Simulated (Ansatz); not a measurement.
# Si: RPA correlation against empty bands

All results are calculated (Ansatz 0.2.0-dev trial). RPA correlation energy a cell on Kohn-Sham orbitals, extrapolated from a short ladder of response cutoffs, so that it still moves with the top cutoff, by eV on d, semicore and core shells, all electrons in the bands correlated, with its value at the highest cutoff run.

Structure of every row (space group Fd-3m, No. 227):
```
CELL_PARAMETERS angstrom
0.00000 5.43100 5.43100
5.43100 0.00000 5.43100
5.43100 5.43100 0.00000
ATOMIC_POSITIONS crystal
Si 0.00000 0.00000 0.00000
Si 0.12500 0.12500 0.12500
Si 0.00000 0.00000 0.50000
Si 0.12500 0.12500 0.62500
Si 0.00000 0.50000 0.00000
Si 0.12500 0.62500 0.12500
Si 0.00000 0.50000 0.50000
Si 0.12500 0.62500 0.62500
Si 0.50000 0.00000 0.00000
Si 0.62500 0.12500 0.12500
Si 0.50000 0.00000 0.50000
Si 0.62500 0.12500 0.62500
Si 0.50000 0.50000 0.00000
Si 0.62500 0.62500 0.12500
Si 0.50000 0.50000 0.50000
Si 0.62500 0.62500 0.62500
```

Settings of every row: orbitals functional PBE; datasets soft_paw first; wave cutoff 420 eV; k mesh 1x1x1; correlated electrons 64; response cutoff 160 eV; long wavelength term neglected.

Limits: coarse mesh, values belong to these settings and can lie far from the converged crystal; soft datasets can hold too little correlation.

```csv
row,empty bands,RPA correlation (eV),correlation at top cutoff (eV)
1,80,?,?
2,160,-92.1519,-88.3422
3,320,-92.2072,-88.3974
4,640,-92.2314,-88.4195
```

Question: what RPA correlation should row 1 give?

Worked fit of RPA correlation. Sums over empty bands approach their limit about as 1/N, so take t = 100/N. The shown rows have t = 0.625, 0.3125, 0.15625. Their means are 0.36458 and -92.1968 eV; the sums about the means are S_tt = 0.1139 and S_ty = 0.01944, whose ratio is the slope. Least squares give RPA correlation = −92.25905 + 0.170651 × t eV. The rows lie off it by 0.0005, -0.0015, 0.0010 (root mean square 0.0011 eV). The constant, -92.2591 eV, estimates the limit in this one setting, with the others as listed. The withheld row has t = 1.25, so the fit gives −92.25905 + 0.170651 × (1.25) = -92.0457 eV.

The calculation gave -92.3077 eV. The fit lies 0.2620 eV (170 % of the column's range) above it; its largest miss of a shown row is 0.0015 eV. This row lies beyond the range of the fit.

The other values of row 1: correlation at top cutoff -88.4912 eV.
